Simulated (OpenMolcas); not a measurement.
**CHF2 (difluoromethyl radical): methods side by side**

The species is CHF2 (4 atoms), meant as a doublet with charge 0. SMILES: `F[CH]F`. The shape is that of a PBE0-D4/def2-TZVP optimisation.

```
atom    x (Å)    y (Å)    z (Å)
   F  -1.2082   0.2646  -0.1417
   C   0.0386   0.0634   0.2444
   F   0.4331  -1.1668  -0.0296
   H   0.7365   0.8387  -0.0731
```

Each level gives the vertical ionisation energy (to the singlet cation) (eV). The values are calculated.

```tsv
level	kind	program	value (eV)	less FCI/STO-3G	CPU time (all runs)
UHF/STO-3G	Hartree–Fock	OpenMolcas	7.76	+1.89	3.1 s
USVWN5/STO-3G	LDA	OpenMolcas	6.27	+0.40	7 s
UPBE/STO-3G	GGA	OpenMolcas	6.40	+0.53	8.2 s
U-r2SCAN/STO-3G	meta-GGA	OpenMolcas	6.85	+0.98	10 s
UM06-2X/STO-3G	hybrid meta-GGA	OpenMolcas	7.23	+1.36	10 s
UPBE0/STO-3G	global hybrid	OpenMolcas	7.06	+1.19	7.9 s
FCI/STO-3G	exact in the basis	OpenMolcas	5.87	0.00	3.1 min
```

FCI/STO-3G is exact within its basis and frozen core, so for wave-function methods in that basis the difference is their error; functionals converge differently with the basis, so for them it is only a difference. The values span 5.87 to 7.76 eV. All rows use very small basis sets, so even the best lies far from the true value. Times are those of the runs behind each value, whatever else they computed, on shared processors of several kinds: orders of magnitude only.

Hartree–Fock places the ionisation energy 1.89 eV above the exact result in the same basis, so correlation stabilises the cation more than the radical. This reverses the usual pattern, in which the species with more electrons gains more and Hartree–Fock ionisation energies come out too low. The likely reason is that ionisation empties the carbon-centred, C–F antibonding singly occupied orbital. Fluorine lone pairs and bonding pairs can then correlate into it, while the minimal basis offers the extra electron of the radical little room for correlation of its own.

Every value also falls below the known ionisation energy of CHF2, probably because the rigid, compact functions describe the neutral radical worse than the contracted cation. The rise from 6.40 eV with PBE to 7.06 eV with PBE0 probably reflects the admixture of exact exchange. Since the cation prefers a planar frame with stronger fluorine-to-carbon π donation, the adiabatic threshold should lie below the vertical energy, by an amount these single-geometry values don't give.
